**Screened spin-orbit splitting of the 3d shell in 38-electron ions, Mo4+ to Os38+**

The table holds the 3d3/2 and 3d5/2 eigenvalues, mean radii and splitting from spherical all-electron Dirac Kohn-Sham atoms (ld1.x, LDA-PZ, point nucleus, no spin polarisation, no Breit or QED terms) in the configuration [Kr](4d3/2)². The program fits one screening constant σ to all eighteen splittings, in the leading-order form K(Z − σ)⁴ and in the exact Dirac-Coulomb form, and compares these with bare Z⁴ and with a parameter-free form built on the mean radius. The leading-order fit gives σ = 12.45 with an rms error of 1.39 %, the Dirac fit σ = 12.65 with 0.20 %, both with systematic residuals above rounding. Radius and eigenvalue require much larger screening constants, about 16.4 to 16.8 and 27.4 to 28.6. The hydrogenic difference of the two radii is too small by factors of 2.51 to 1.45, while scaling it with the computed 3d–4d spacing gives coefficients of 0.609 to 0.655 in three ions, against a hydrogenic 2/3.

All-electron Dirac Kohn-Sham calculations with Quantum ESPRESSO 7.5 (ld1.x) for spherical ions with the configuration [Kr] (4d3/2)2. They use the LDA (Slater exchange, Perdew-Zunger correlation) without spin polarisation, and a point nucleus. Eigenvalues are negative for bound levels.

## Numerical check

```python
# Table: 3d3/2 and 3d5/2 eigenvalues (eV), mean radii (bohr) and their splitting, 38-electron ions Mo4+..Os38+,
# ld1.x Dirac LDA-PZ spherical atom. Tested: screened hydrogenic (Pauli, Dirac) splitting, rivals Z^4 and
# Z*Zr^3, effective charges from gap, radius and energy, and the j-dependence of the radius.
T = {
    'ion': ['Mo4+', 'Ru6+', 'Pd8+', 'Cd10+', 'Sn12+', 'Te14+', 'Xe16+', 'Ba18+', 'Ce20+', 'Nd22+', 'Sm24+', 'Gd26+', 'Dy28+', 'Er30+', 'Yb32+', 'Hf34+', 'W36+', 'Os38+'],
    'Z': [42, 44, 46, 48, 50, 52, 54, 56, 58, 60, 62, 64, 66, 68, 70, 72, 74, 76],
    'charge': [4, 6, 8, 10, 12, 14, 16, 18, 20, 22, 24, 26, 28, 30, 32, 34, 36, 38],  # e
    'eigenvalue_3d32': [-271.94, -367.2, -475.85, -597.53, -732.05, -879.31, -1039.2, -1211.8, -1396.9, -1594.7, -1805.1, -2028.2, -2263.9, -2512.3, -2773.5, -3047.5, -3334.4, -3634.1],  # eV
    'eigenvalue_3d52': [-268.61, -362.85, -470.26, -590.46, -723.22, -868.41, -1025.9, -1195.7, -1377.6, -1571.7, -1777.9, -1996.2, -2226.7, -2469.1, -2723.7, -2990.2, -3268.8, -3559.5],  # eV
    'mean_radius_3d32': [0.4131, 0.38142, 0.35433, 0.33087, 0.31033, 0.29219, 0.27605, 0.26158, 0.24853, 0.2367, 0.22592, 0.21605, 0.20698, 0.19861, 0.19087, 0.18368, 0.17699, 0.17074],  # bohr
    'mean_radius_3d52': [0.41659, 0.38488, 0.35779, 0.33434, 0.31383, 0.29574, 0.27964, 0.26523, 0.25224, 0.24047, 0.22976, 0.21997, 0.21097, 0.20269, 0.19502, 0.18792, 0.18131, 0.17514],  # bohr
    'gap': [3.329, 4.349, 5.587, 7.07, 8.831, 10.901, 13.316, 16.112, 19.329, 23.006, 27.188, 31.918, 37.245, 43.218, 49.888, 57.31, 65.54, 74.636],  # eV
}
import numpy as np
from scipy.constants import alpha as a, physical_constants as pc
from scipy.optimize import brentq, minimize_scalar
Ry = pc['Rydberg constant times hc in eV'][0]; mc2 = 2*Ry/a**2
ion = T['ion']
Z, e3, e5, r3, r5, g = (np.array(T[k], float) for k in
    ['Z', 'eigenvalue_3d32', 'eigenvalue_3d52', 'mean_radius_3d32', 'mean_radius_3d52', 'gap'])
def nN(z, n, k):
    nu = n-abs(k)+np.sqrt(k*k-(z*a)**2)
    return nu, np.sqrt(nu**2+(z*a)**2)
def E(z, n, k):
    nu, N = nN(z, n, k); return mc2*(nu/N-1)
def R(z, n, k):
    nu, N = nN(z, n, k); return ((3*N*N-k*k)*nu/N-k)/(2*z)
K = a*a*Ry/162
P = lambda z: K*z**4
D = lambda z: E(z, 3, -3)-E(z, 3, 2)
Ec = lambda z: 0.4*E(z, 3, 2)+0.6*E(z, 3, -3)
Rc = lambda z: 0.4*R(z, 3, 2)+0.6*R(z, 3, -3)
inv = lambda f, y: np.array([brentq(lambda z: f(z)-v, 2, 120) for v in y])
ec, rc, dr = 0.4*e3+0.6*e5, 0.4*r3+0.6*r5, r5-r3
zP, zD, zR, zE = (g/K)**0.25, inv(D, g), inv(Rc, rc), inv(Ec, ec)
fit = lambda f: minimize_scalar(lambda s: np.sum(np.log(f(Z-s)/g)**2), bounds=(0, 30), method='bounded').x
sP, sD = fit(P), fit(D)
err = lambda m: 100*(m/g-1)
M = {'Pauli (Z-s)^4': err(P(Z-sP)), 'Dirac (Z-s)': err(D(Z-sD)), 'bare Z^4': err(P(Z)), 'Z*Zr^3': err(K*Z*zR**3)}
print(f'K = a^2 Ry/162 = {K:.4e} eV, K^1/4 = {K**.25:.5f}; fitted sigma Pauli {sP:.3f}, Dirac {sD:.3f}')
print('ion | sigma: Pauli Dirac radius energy | gap err %: Pauli Dirac Z*Zr^3 | dr, dr_hyd(Zso) 1e-5 bohr | dr/r3 % | gap/|e3| %')
drH = R(zD, 3, -3)-R(zD, 3, 2)
for i in range(len(Z)):
    print(f'{ion[i]:6s} {Z[i]-zP[i]:.2f} {Z[i]-zD[i]:.2f} {Z[i]-zR[i]:.2f} {Z[i]-zE[i]:.2f} | '
          f"{M['Pauli (Z-s)^4'][i]:+.2f} {M['Dirac (Z-s)'][i]:+.2f} {M['Z*Zr^3'][i]:+.1f} | "
          f'{1e5*dr[i]:.0f} {1e5*drH[i]:.0f} | {100*dr[i]/r3[i]:.2f} | {-100*g[i]/e3[i]:.2f}')
for k, v in M.items():
    w = np.argmax(abs(v))
    print(f'{k}: rms {np.sqrt(np.mean(v**2)):.2f} %, worst {ion[w]} {v[w]:+.2f} %, first {v[0]:+.1f} %, last {v[-1]:+.1f} %')
print(f'rounding floor: gap {0.05/g[0]:.3f} % (first), {0.05/g[-1]:.4f} % (last); dr +-1e-5 bohr = {1e-3/dr[0]:.2f} %')
d = abs(e5-e3-g)
print(f'|difference of printed eigenvalues - gap|: max {d[abs(e3) < 1000].max():.3f} eV up to Te, {d.max():.3f} eV at {ion[d.argmax()]}')
print(f'last/first: gap {g[-1]/g[0]:.2f}, Z^4 {(Z[-1]/Z[0])**4:.2f}, (Z-sP)^4 {P(Z[-1]-sP)/P(Z[0]-sP):.2f}, '
      f'Dirac {D(Z[-1]-sD)/D(Z[0]-sD):.2f}, e3 {e3[-1]/e3[0]:.2f}, r3 {r3[-1]/r3[0]:.3f}, dr {dr[-1]/dr[0]:.2f}')
ex = np.diff(np.log(g))/np.diff(np.log(Z)); zm = np.sqrt(Z[1:]*Z[:-1])
print(f'local exponent dln(gap)/dlnZ: first {ex[0]:.2f}, last {ex[-1]:.2f}; 4Z/(Z-sP): {4*zm[0]/(zm[0]-sP):.2f}, {4*zm[-1]/(zm[-1]-sP):.2f}')
print(f'gap growth per unit Z: first {100*((g[1]/g[0])**.5-1):.1f} %, last {100*((g[-1]/g[-2])**.5-1):.1f} %')
b, c0 = np.polyfit(Z, g**0.25, 1)
print(f'two-parameter line gap^1/4: slope {b:.4f} eV^1/4 ({100*(b/K**.25-1):+.1f} % vs hydrogenic), offset {-c0/b:.2f}')
print(f'Dirac/Pauli gap at Zso: first {100*(D(zD[0])/P(zD[0])-1):+.1f} %, last {100*(D(zD[-1])/P(zD[-1])-1):+.1f} %')
print(f'sigma spread: Pauli {np.ptp(Z-zP):.2f}, Dirac {np.ptp(Z-zD):.2f}, radius {np.ptp(Z-zR):.2f}, energy {np.ptp(Z-zE):.2f}')
print(f'|e|<r>^2 (centroid, eV bohr^2): first {-ec[0]*rc[0]**2:.1f}, last {-ec[-1]*rc[-1]**2:.1f}, hydrogenic {Ry/9*10.5**2:.1f}')
print(f'dr table/hydrogenic: first {dr[0]/drH[0]:.2f}, last {dr[-1]/drH[-1]:.2f}; dip first - min = {1e5*(dr[0]-dr.min()):.0f}e-5 bohr')
# further outputs of the same runs: 3p1/2, 3p3/2, 4d3/2, 4d5/2 (eV); <1/r> of 4s, 4p1/2, 4p3/2, 4d3/2 (1/bohr)
X = {'Cd10+': (-823.1518, -788.5759, -184.2043, -182.9829, [1.684933, 1.594933, 1.542966, 1.362598]),
     'Nd22+': (-1975.838, -1870.377, -659.0035, -653.204, [2.563779, 2.488647, 2.364263, 2.228003]),
     'Yb32+': (-3349.013, -3122.231, -1251.415, -1237.024, [3.351128, 3.278574, 3.047582, 2.924193])}
print('hydrogenic: c = 0.667, 3p/3d splitting = 3, 4d/3d splitting = %.3f' % (27/64))
cs = []
for k, (p1, p3, d3, d5, ri) in X.items():
    i = ion.index(k); dE = d3-e3[i]; dH = E(zD[i], 4, 2)-E(zD[i], 3, 2); cs.append(dr[i]/rc[i]/(g[i]/dE))
    print(f'{k}: e4d-e3d {dE:.0f} eV (hyd at Zso {dH:.0f}), gap/dE {100*g[i]/dE:.2f} %, dr/rc {100*dr[i]/rc[i]:.2f} %, c {cs[-1]:.3f}')
    print(f'   3p split {p3-p1:.1f} eV ({(p3-p1)/g[i]:.2f} x 3d), 4d split {d5-d3:.2f} eV ({(d5-d3)/g[i]:.3f} x 3d); '
          f'e - Ehyd(Zr) {ec[i]-Ec(zR[i]):.0f} eV, n=4 bound {2*Ry*np.dot([2, 2, 4, 2], ri):.0f} eV')
assert np.all(np.diff(g) > 0) and np.all(dr > 0) and np.all(ex > 4)
assert np.all(zD > zR) and np.all(zR > zE)
assert np.ptp(Z-zD) < np.ptp(Z-zP) and 12 < sD < 13.5
assert all(0.55 < c < 0.70 for c in cs)
```

Output:

```
K = a^2 Ry/162 = 4.4724e-06 eV, K^1/4 = 0.04599; fitted sigma Pauli 12.450, Dirac 12.648
ion | sigma: Pauli Dirac radius energy | gap err %: Pauli Dirac Z*Zr^3 | dr, dr_hyd(Zso) 1e-5 bohr | dr/r3 % | gap/|e3| %
Mo4+   12.63 12.69 16.78 28.64 | +2.44 +0.52 -9.5 | 349 139 | 0.84 | 1.22
Ru6+   12.60 12.67 16.71 28.48 | +1.90 +0.27 -8.0 | 346 149 | 0.91 | 1.18
Pd8+   12.57 12.65 16.65 28.33 | +1.43 +0.07 -6.9 | 346 158 | 0.98 | 1.17
Cd10+  12.54 12.64 16.60 28.20 | +1.04 -0.04 -6.0 | 347 168 | 1.05 | 1.18
Sn12+  12.51 12.64 16.56 28.09 | +0.69 -0.14 -5.3 | 350 178 | 1.13 | 1.21
Te14+  12.49 12.63 16.52 27.99 | +0.39 -0.19 -4.7 | 355 187 | 1.21 | 1.24
Xe16+  12.46 12.63 16.49 27.91 | +0.11 -0.22 -4.3 | 359 197 | 1.30 | 1.28
Ba18+  12.43 12.62 16.46 27.83 | -0.15 -0.22 -3.9 | 365 206 | 1.40 | 1.33
Ce20+  12.40 12.62 16.44 27.77 | -0.39 -0.22 -3.7 | 371 216 | 1.49 | 1.38
Nd22+  12.38 12.63 16.42 27.71 | -0.62 -0.20 -3.5 | 377 226 | 1.59 | 1.44
Sm24+  12.35 12.63 16.41 27.66 | -0.84 -0.17 -3.4 | 384 235 | 1.70 | 1.51
Gd26+  12.31 12.63 16.40 27.61 | -1.05 -0.13 -3.3 | 392 245 | 1.81 | 1.57
Dy28+  12.28 12.64 16.39 27.57 | -1.25 -0.08 -3.2 | 399 255 | 1.93 | 1.65
Er30+  12.25 12.64 16.38 27.53 | -1.46 -0.03 -3.2 | 408 264 | 2.05 | 1.72
Yb32+  12.21 12.65 16.38 27.50 | -1.66 +0.03 -3.2 | 415 274 | 2.17 | 1.80
Hf34+  12.17 12.66 16.38 27.47 | -1.86 +0.10 -3.3 | 424 284 | 2.31 | 1.88
W36+   12.13 12.67 16.38 27.45 | -2.06 +0.17 -3.4 | 432 293 | 2.44 | 1.97
Os38+  12.08 12.69 16.38 27.43 | -2.26 +0.24 -3.5 | 440 303 | 2.58 | 2.05
Pauli (Z-s)^4: rms 1.39 %, worst Mo4+ +2.44 %, first +2.4 %, last -2.3 %
Dirac (Z-s): rms 0.20 %, worst Mo4+ +0.52 %, first +0.5 %, last +0.2 %
bare Z^4: rms 185.82 %, worst Mo4+ +318.04 %, first +318.0 %, last +99.9 %
Z*Zr^3: rms 4.92 %, worst Mo4+ -9.49 %, first -9.5 %, last -3.5 %
rounding floor: gap 0.015 % (first), 0.0007 % (last); dr +-1e-5 bohr = 0.29 %
|difference of printed eigenvalues - gap|: max 0.003 eV up to Te, 0.088 eV at Yb32+
last/first: gap 22.42, Z^4 10.72, (Z-sP)^4 21.39, Dirac 22.36, e3 13.36, r3 0.413, dr 1.26
local exponent dln(gap)/dlnZ: first 5.75, last 4.87; 4Z/(Z-sP): 5.63, 4.80
gap growth per unit Z: first 14.3 %, last 6.7 %
two-parameter line gap^1/4: slope 0.0467 eV^1/4 (+1.5 % vs hydrogenic), offset 13.09
Dirac/Pauli gap at Zso: first +0.8 %, last +3.9 %
sigma spread: Pauli 0.54, Dirac 0.06, radius 0.40, energy 1.21
|e|<r>^2 (centroid, eV bohr^2): first 46.5, last 107.9, hydrogenic 166.7
dr table/hydrogenic: first 2.51, last 1.45; dip first - min = 3e-5 bohr
hydrogenic: c = 0.667, 3p/3d splitting = 3, 4d/3d splitting = 0.422
Cd10+: e4d-e3d 413 eV (hyd at Zso 832), gap/dE 1.71 %, dr/rc 1.04 %, c 0.609
   3p split 34.6 eV (4.89 x 3d), 4d split 1.22 eV (0.173 x 3d); e - Ehyd(Zr) 901 eV, n=4 bound 421 eV
Nd22+: e4d-e3d 936 eV (hyd at Zso 1501), gap/dE 2.46 %, dr/rc 1.58 %, c 0.642
   3p split 105.5 eV (4.58 x 3d), 4d split 5.80 eV (0.252 x 3d); e - Ehyd(Zr) 1304 eV, n=4 bound 654 eV
Yb32+: e4d-e3d 1522 eV (hyd at Zso 2210), gap/dE 3.28 %, dr/rc 2.15 %, c 0.655
   3p split 226.8 eV (4.55 x 3d), 4d split 14.39 eV (0.288 x 3d); e - Ehyd(Zr) 1637 eV, n=4 bound 852 eV
```
